1. Premises and conventions

Heat flows by Fourier's law q = −K∇T, in steady state and without sources, so div(K∇T) = 0. The solid is a polycrystal of one phase:

K(x) = R(x)ᵀ K0 R(x), K0 = diag(k1, k2, k3), all ki > 0. (1)

R(x) is the rotation that takes laboratory components to components along the principal axes of the grain at x. For uniaxial grains k1 = kc (along the unique axis, called c) and k2 = k3 = ka (across it). Conductivities are in W/(m·K).

The premises are: (a) conduction is local and K does not depend on T over the range applied; (b) the solid is dense and has one phase; (c) T and the normal flux are continuous across grain boundaries; (d) grains are small compared with the sample, which is represented by a periodic cell with volume average ⟨ ⟩; (e) the effective tensor is isotropic, K* = k·1. Nothing is assumed about grain shapes, sizes or the distribution of orientations. The result to be proved is kL ≤ k ≤ kU with

kL = [√(kc² + 8 kc ka) − kc]/2, kU = (kc + 2 ka)/3, (2)

together with the statement that each end is reached by a definite microstructure, so that neither bound can be improved under these premises.

2. The effective tensor as an energy

Impose a mean gradient G by writing T = G·x + u with u periodic. Then ⟨∇T⟩ = G, and K* is defined by K*G = ⟨K∇T⟩. For any continuous periodic w,

⟨∇w·K∇T⟩ = 0, (3)

because ∇w·K∇T = div(w K∇T) inside each grain, the surface terms cancel across grain boundaries by premise (c), and they cancel on opposite cell faces by periodicity. Taking w = u gives

⟨∇T·K∇T⟩ = G·⟨K∇T⟩ = G·K*G. (4)

Now take any trial field T + w. K is symmetric, so the cross term is twice (3) and vanishes:

⟨∇(T+w)·K∇(T+w)⟩ = G·K*G + ⟨∇w·K∇w⟩ ≥ G·K*G. (5)

The quadratic form in (4), called the energy below, is least for the true field.

Predict: the simplest trial field has a uniform gradient. It gives a bound that contains ⟨K⟩, which depends on the texture. Which operation removes that dependence?

3. The upper bound

With w = −u, (5) reads G·K*G ≤ G·⟨K⟩G. Apply it to the three unit vectors e1, e2, e3 and add. The left side becomes tr K*, the right side ⟨tr K⟩. The trace does not change under rotation, tr(RᵀK0R) = tr K0, so the right side is k1 + k2 + k3 whatever the orientations are. With tr K* = 3k,

k ≤ (k1 + k2 + k3)/3, (6)

which is kU for uniaxial grains.

Predict: equality needs a uniform gradient to be the true solution. Two slabs with tensors KA and KB meet on a plane with normal m. What condition lets every uniform G pass undisturbed?

The normal flux must match, m·KA G = m·KB G for all G, that is KA m = KB m. A laminate with this property has T = G·x exactly and K* = ⟨K⟩. Two such steps produce isotropy. First stack slabs with normal e3, the c axis along e1 in a fraction 1/3 and along e2 in a fraction 2/3. Both have K e3 = ka e3, so

K*(1) = diag((kc + 2ka)/3, (2kc + ka)/3, ka).

Then cut this laminate into slabs with normal e1, much thicker than the first layers so that each acts as a homogeneous medium, and rotate every second slab by 90° about e1. Both kinds have K e1 = kU e1. The other two entries are averaged, [(2kc + ka)/3 + ka]/2 = (kc + 2ka)/3, so K*(2) = kU·1. The upper bound is reached in the limit of well separated layer scales. Schulgasser showed in 1977 that the arithmetic mean is attainable.

4. The sphere with a radial axis

Take a sphere of radius a in which the c axis points along the radius everywhere, so that the radial conductivity is kc and the two tangential ones are ka. This is a rotation field of type (1), and can be seen as the limit of many thin conical grains that meet at the centre. For a field symmetric about the polar axis, div(K∇T) = 0 reads

kc (1/r²) ∂r(r² ∂r T) + ka (1/(r² sin θ)) ∂θ(sin θ ∂θ T) = 0. (7)

The sphere sits in a homogeneous isotropic medium of conductivity k0 that carries T = G r cos θ far away. The angular dependence cos θ is therefore the one excited.

Predict: insert T = A rⁿ cos θ into (7). What equation fixes n, and what must it give for kc = ka?

The radial term gives kc n(n+1) A rⁿ⁻² cos θ. The angular operator gives (1/sin θ) ∂θ(−sin²θ) = −2 cos θ, so the second term is −2 ka A rⁿ⁻² cos θ. Hence

kc n(n + 1) = 2 ka, n = [√(1 + 8ka/kc) − 1]/2 > 0. (8)

The other root is −(n+1), since the two roots add to −1. For kc = ka the roots are 1 and −2, the uniform field and the dipole. The energy density of a solution with exponent p scales as r^(2p−2), and ∫ r^(2p−2) r² dr converges at the origin only for p > −1/2. The root −(n+1) < −1 fails this test and is rejected. The root n passes, although for kc > ka it is below 1 and the gradient diverges at the centre as rⁿ⁻¹.

Predict: in general the sphere adds a dipole term outside. For which k0 does that term vanish?

Suppose that T = G r cos θ holds everywhere outside. Continuity of T at r = a gives A aⁿ = G a. Continuity of the radial flux gives kc n A aⁿ⁻¹ = k0 G. Dividing the second by the first,

k0 = n kc. (9)

Both conditions then hold, and since the minimiser of (5) is unique up to a constant, this is the solution. Multiply (8) by kc and use (9):

k0² + kc k0 − 2 kc ka = 0, (10)

whose positive root is kL of (2). The radius has dropped out, so spheres of any size are neutral in the same medium.

5. The assemblage

Start from a homogeneous cell with conductivity kL and replace one ball by a radial sphere. The field outside is unchanged. The mean flux in the ball is unchanged too, because div q = 0 gives ∫ qi dV = ∮ xi q·dS, which depends only on the normal flux at the surface. The cell therefore still has K* = kL·1. A second sphere that does not overlap the first sees the same uniform field, so the step repeats. With ever smaller spheres in the gaps, the volume fraction η of the remaining medium tends to zero.

To obtain a true polycrystal at finite η, fill the remainder with crystal of any orientation and use the old fields as trial fields in (5). In the remainder their gradients are the unit vectors, so the summed energy changes by η(kc + 2ka − 3kL), and tr K* ≤ 3kL + 3η(kU − kL). Section 6 shows that tr K* ≥ 3kL, so tr K*/3 → kL as η → 0, and the limit η = 0 is isotropic with k = kL. This is the sphere assemblage of Schulgasser (1983).

6. The lower bound

The construction shows that kL is attainable, not that it is the least value. The proof below follows the route known as the translation method; the bound is due to Avellaneda, Cherkaev, Lurie and Milton (1988).

Treat the three solutions Ti = xi + ui for unit mean gradients together, and form the matrix Eij = ∂j Ti, with ⟨E⟩ = 1. By (4) the summed energy density W = Σi ∇Ti·K∇Ti = tr(E K Eᵀ) has the average

⟨W⟩ = tr K* = 3k. (11)

A lower bound follows if W exceeds at every point some function of E whose average is known without solving anything.

Predict: the function must be quadratic in E, and unchanged by E → R E Rᵀ so that the unknown orientation drops out. The candidates are (tr E)², tr(E²) and tr(E Eᵀ). Which combination has a fixed average for every periodic u?

Take Q(E) = (tr E)² − tr(E²). With d = ∂i ui (repeated indices summed), tr E = 3 + d and tr(E²) = 3 + 2d + ∂j ui ∂i uj, so

Q = 6 + 4d + [d² − ∂j ui ∂i uj] = 6 + 4d + ∂i(ui ∂j uj − uj ∂j ui).

The last form is verified by expanding: the terms ui ∂i d and uj ∂j d cancel. Everything beyond 6 is the divergence of a periodic field, so

⟨Q⟩ = 6. (12)

The true u has kinks at grain boundaries, where second derivatives are not ordinary functions. The Fourier series handles this: for wave vector κ with amplitude û, both d² and ∂j ui ∂i uj contribute |κ·û|² to the average by Parseval's theorem, and these cancel term by term. This needs only a continuous u with square-integrable gradient, and it is here that premise (c) enters.

Now pass to the grain frame at each point, E′ = R E Rᵀ. This is algebra at one point, and E′ need not be a gradient. From (1), W = tr(E′ K0 E′ᵀ) = Σij kj E′ij², and Q(E) = Q(E′) = 2 Σ(i<j) (E′ii E′jj − E′ij E′ji). For a constant t ≥ 0 with the unit of conductivity,

W − tQ = [Σ kj E′jj² − 2t Σ(i<j) E′ii E′jj] + Σ(i<j) [kj E′ij² + ki E′ji² + 2t E′ij E′ji]. (13)

If (13) is non-negative for all E′, then averaging with (11) and (12) gives 3k ≥ 6t, that is k ≥ 2t.

Predict: the best bound uses the largest admissible t. Which bracket of (13) fails first as t grows?

Each off-diagonal bracket is a form in two variables and is non-negative when t² ≤ ki kj. For the first bracket in the uniaxial case write x, y, z for E′11, E′22, E′33 and complete the square in x:

kc x² + ka(y² + z²) − 2t(xy + xz + yz) = kc[x − t(y+z)/kc]² + ½(ka + t)(y − z)² + [½(ka − t) − t²/kc](y + z)². (14)

The first two terms are never negative. The third coefficient decreases with t and vanishes at t*, where

kc(ka − t*) = 2 t*². (15)

Equation (15) shows that t* < ka and t*² = kc(ka − t*)/2 < kc ka. The off-diagonal conditions t² ≤ ka² and t² ≤ kc ka therefore still hold at t*, and the first bracket is the one that limits t. Setting k0 = 2t* in (15) and multiplying by 2 gives (10). Hence 2t* = kL and

k ≥ kL. (16)

No sign of kc − ka was assumed, so (16) holds for grains that conduct best along the axis and for those that conduct worst along it. Without premise (e), the same steps give 3kL ≤ tr K* ≤ 3kU.

7. Why the sphere meets the bound

Predict: equality in (16) requires (13) to vanish at every point. What form must E′ have?

At t* the off-diagonal brackets are positive definite, so these entries vanish. In (14), y = z and x = 2t* y/kc = n y by (9). Thus E′ = s(x) diag(n, 1, 1), with a free amplitude s. In a sphere centred at the origin Ti = xi (r/a)ⁿ⁻¹, and differentiation gives E = (r/a)ⁿ⁻¹ [1 + (n − 1) r̂ r̂ᵀ]. Its eigenvalue is n s along r̂, which is the c axis, and s across it, with s = (r/a)ⁿ⁻¹. This is the required form. The averages over the ball confirm the bookkeeping. With ⟨s²⟩ = 3/(2n+1) and Q = 2(2n+1)s², ⟨Q⟩ = 6. With W = (kc n² + 2ka)s² = kc n(2n+1)s² from (8), ⟨W⟩ = 3 n kc = 3kL.

8. Comparisons and the biaxial case

Let p(k) = k² + kc k − 2 kc ka, which increases for k > 0 and vanishes at kL. Direct substitution gives p(kU) = 4(kc − ka)²/9 ≥ 0, so kL ≤ kU with equality only for isotropic grains. For the harmonic mean kH = 3/(1/kc + 2/ka), p(kH) = −2 kc ka (kc − ka)²/(2kc + ka)² ≤ 0, so kL ≥ kH: the bound is tighter than the harmonic mean, which no isotropic polycrystal of anisotropic uniaxial grains can reach.

Predict the limits of kL for kc ≫ ka and kc ≪ ka from (10) before reading on.

For kc ≫ ka the term k0² is negligible and kL → 2ka, against kH → 3ka/2. For kc ≪ ka the term kc k0 is negligible and kL ≈ √(2 kc ka), far above kH ≈ 3kc. For weak anisotropy put kc = kU(1 + 2ε), ka = kU(1 − ε). Inserting kL = kU(1 − bε²) into (10), the orders 1 and ε cancel and the order ε² gives −3b + 4 = 0. So kL ≈ kU(1 − 4ε²/3), while kH ≈ kU(1 − 2ε²). The gap between the bounds is of second order in the anisotropy.

For three different ki the first bracket of (13) has the matrix A(t) with diagonal k1, k2, k3 and all other entries −t. Its determinant k1k2k3 − (k1 + k2 + k3)t² − 2t³ falls steadily from a positive value and has one positive root t*. A(0) is positive definite, and no eigenvalue can cross zero before the determinant does, so A is positive semidefinite up to t*. Its 2×2 principal minors ki kj − t² are then non-negative, and these are the off-diagonal conditions. With k0 = 2t* the lower bound is the positive root of

k0³ + (k1 + k2 + k3) k0² − 4 k1 k2 k3 = 0. (17)

For k2 = k3 = ka the cubic factors as (k0 + 2ka)(k0² + kc k0 − 2 kc ka), which returns (10). That the biaxial bound is also attained was shown by Nesi and Milton (1991) and is not derived here.

9. Range of validity

The bounds are exact under premises (a) to (e). Pores, boundary resistance and boundary scattering all lower the conductivity, so they can break the lower bound; a better conducting second phase can break the upper one.

A defective centre, and porosity, are sized by one calculation. Give the radial sphere an insulating core of radius r0. Then T = (rⁿ + B r^(−n−1)) cos θ, zero flux at r0 gives B = n r0^(2n+1)/(n+1), and matching at a as in (9) gives

k0 = n kc (1 − ρ)/(1 + nρ/(n+1)), ρ = (r0/a)^(2n+1). (18)

For an isotropic shell n = 1, ρ is the pore fraction φ, and (18) becomes the Maxwell factor (1 − φ)/(1 + φ/2), exact for an assemblage of such coated pores and an estimate for scattered round pores.

A boundary resistance Rb (m²·K/W) makes T jump, so that (3) and (12) fail. One boundary per grain size D along a heat path gives the one-dimensional estimate

1/k′ = 1/k + Rb/D, (19)

so premise (c) needs D ≫ k Rb. Premise (a) needs D well above the mean free paths of the phonons that carry the heat. A textured ceramic violates (e), and only the trace of K* is then bounded. Both extremal structures need a hierarchy of length scales, which an ordinary sintered body lacks; such a body lies somewhere inside the interval, and (2) does not say where.

10. Illustration: β-Ga2O3 treated as uniaxial

β-Ga2O3 is monoclinic, and its twofold axis [010] is a principal axis of K by symmetry. As approximate room-temperature inputs take 27 W/(m·K) along [010], and 11 and 14 W/(m·K) as principal values in the plane normal to it. The unique axis "c" of the model is thus the crystallographic b axis: kc = 27 and ka = (11 + 14)/2 = 12.5, a choice that keeps the trace. Extra figures are printed below only so that differences can be read.

Predict: kc/ka = 2.16. Is n above or below 1, and is the interval wider or narrower than 10 % of kU?

kc² + 8 kc ka = 729 + 2700 = 3429, with square root 58.56. Then kL = 15.78, n = kL/kc = 0.584 and t* = 7.89, which is below ka as required. The upper bound is kU = 52/3 = 17.33 and the harmonic mean is kH = 15.23. The interval has a width of 1.55, or 9.0 % of kU, against 2.11 between kH and kU. Its midpoint is 16.6, with a half-width of 4.7 %.

The uniaxial step is tested with (17): k0³ + 52 k0² − 16632 = 0 has the root 15.68. The uniaxial kL lies 0.10 above the rigorous bound for the biaxial inputs, a small shift against the width of 1.55, and kU is unchanged. The inputs matter more: a change of 1 W/(m·K) in ka moves kU by 0.67 and kL by 2kc/58.56 = 0.92, comparable with the width.

The singular centre is harmless. At r = 0.1a the amplitude s is 2.6, and an insulating core of that radius has ρ = 0.1^2.17 = 0.0068, so (18) multiplies kL by 0.991.

The neglected effects rival the width of the interval. A porosity of 5 % gives a Maxwell factor of 0.927, a loss of 7.3 %, and a porosity of 6.2 % brings kU down to kL. With an illustrative Rb = 1×10⁻⁸ m²·K/W and k = 16.6, the length k Rb is 0.17 µm, and (19) gives 16.3 for D = 10 µm, 14.2 for D = 1 µm and 6.2 for D = 0.1 µm. The loss equals the whole gap, 1/kL − 1/kU = Rb/D, at D = 1.8 µm. Heat-carrying phonons in this oxide typically have mean free paths up to several hundred nanometres, so submicron grains also strain premise (a).

The model's result is 15.8 ≤ k ≤ 17.3 W/(m·K), that is about 16 to 17 W/(m·K) at the precision of the inputs, for a dense, untextured body with grains of about 10 µm or more. For fine-grained material it is too high: polycrystalline Ga2O3 films with grains of tens to hundreds of nanometres typically conduct only a few W/(m·K), lower by a factor of roughly two to ten, and by the estimates above a porous body with micron grains falls below kL once pore and boundary losses together pass about a tenth.